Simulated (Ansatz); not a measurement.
# Nb: energy change per atom and pressure against volume scale

Plane-wave DFT, scalar-relativistic PAW made under PBE with cores redone for the functional, no dispersion; the given relaxed cell is scaled uniformly, energy at zero smearing counts from the unscaled cell, pressure at the given Fermi-Dirac smearing is positive in compression. The results are calculated, by Ansatz 0.2.0.

The cell before it is scaled or strained (space group Im-3m, No. 229):
```
CELL_PARAMETERS angstrom
-1.65110 1.65110 1.65110
1.65110 -1.65110 1.65110
1.65110 1.65110 -1.65110
ATOMIC_POSITIONS crystal
Nb 0.00000 0.00000 0.00000
```

Settings of every row: spin polarised no; functional r2SCAN; wave cutoff 500 eV; smearing width 0.1 eV; k mesh 22x22x22.

Atom starting moment: 0 on all atoms.

| row | volume scale | V (Å³/atom) | energy change per atom (meV) | pressure (GPa) |
| --- | --- | --- | --- | --- |
| 1 | 0.88 | 15.844 | ? | ? |
| 2 | 0.92 | 16.564 | 73.19 | 17.32 |
| 3 | 0.96 | 17.284 | 17.53 | 8.06 |
| 4 | 1.04 | 18.725 | 14.31 | -6.08 |
| 5 | 1.08 | 19.445 | 55.05 | -11.4 |
| 6 | 1.12 | 20.165 | 117.63 | -15.81 |

Question: what energy change per atom and pressure should row 1 give?

Worked fit of energy change per atom. Take u = (V_r/V)^(2/3) − 1 with V_r = 18.725 Å³ an atom, which is twice the finite (Eulerian) strain; such expansions in the strain, on which the Birch-Murnaghan equation of state is built, carry the rest volume and the bulk modulus. The shown rows have u = 0.08519, 0.05484, 0, -0.02484, -0.04819. Least squares give energy change per atom = 14.488 − 1114.606 × u + 21201.52 × u² meV; a straight line predicts inner rows, each left out in turn, worse (root mean square 41 against 0.51 meV). The rows lie off it by -0.21, 0.40, -0.18, -0.21, 0.19 (root mean square 0.25 meV). The withheld row has u = 0.11782, so the fit gives 14.488 − 1114.606 × (0.11782) + 21201.52 × (0.11782)² = 177.48 meV.

The calculation gave 174.21 meV. The fit lies 3.27 meV (1.9 % of the value, 2 % of the column's range) above it; its largest miss of a shown row is 0.40 meV. This row lies beyond the range of the fit.

Worked fit of pressure. Take u = (V_r/V)^(2/3) − 1 with V_r = 18.725 Å³ an atom, which is twice the finite (Eulerian) strain; such expansions in the strain, on which the Birch-Murnaghan equation of state is built, carry the rest volume and the bulk modulus. The shown rows have u = 0.08519, 0.05484, 0, -0.02484, -0.04819. Least squares give pressure = −6.081 + 228.077 × u + 546.51 × u² GPa; a straight line predicts inner rows, each left out in turn, worse (root mean square 1.1 against 0.013 GPa). The rows lie off it by 0.00, -0.01, 0.00, 0.01, -0.01. The pressure vanishes at u = 0.0251, or V = 18.04 Å³ an atom, and there the bulk modulus at fixed shape and fractions is B = −V dP/dV = (2/3)(1 + u) dP/du = 175 GPa. The withheld row has u = 0.11782, so the fit gives −6.081 + 228.077 × (0.11782) + 546.51 × (0.11782)² = 28.38 GPa.

The calculation gave 28.38 GPa. The fit meets it to the printed digit. This row lies beyond the range of the fit.
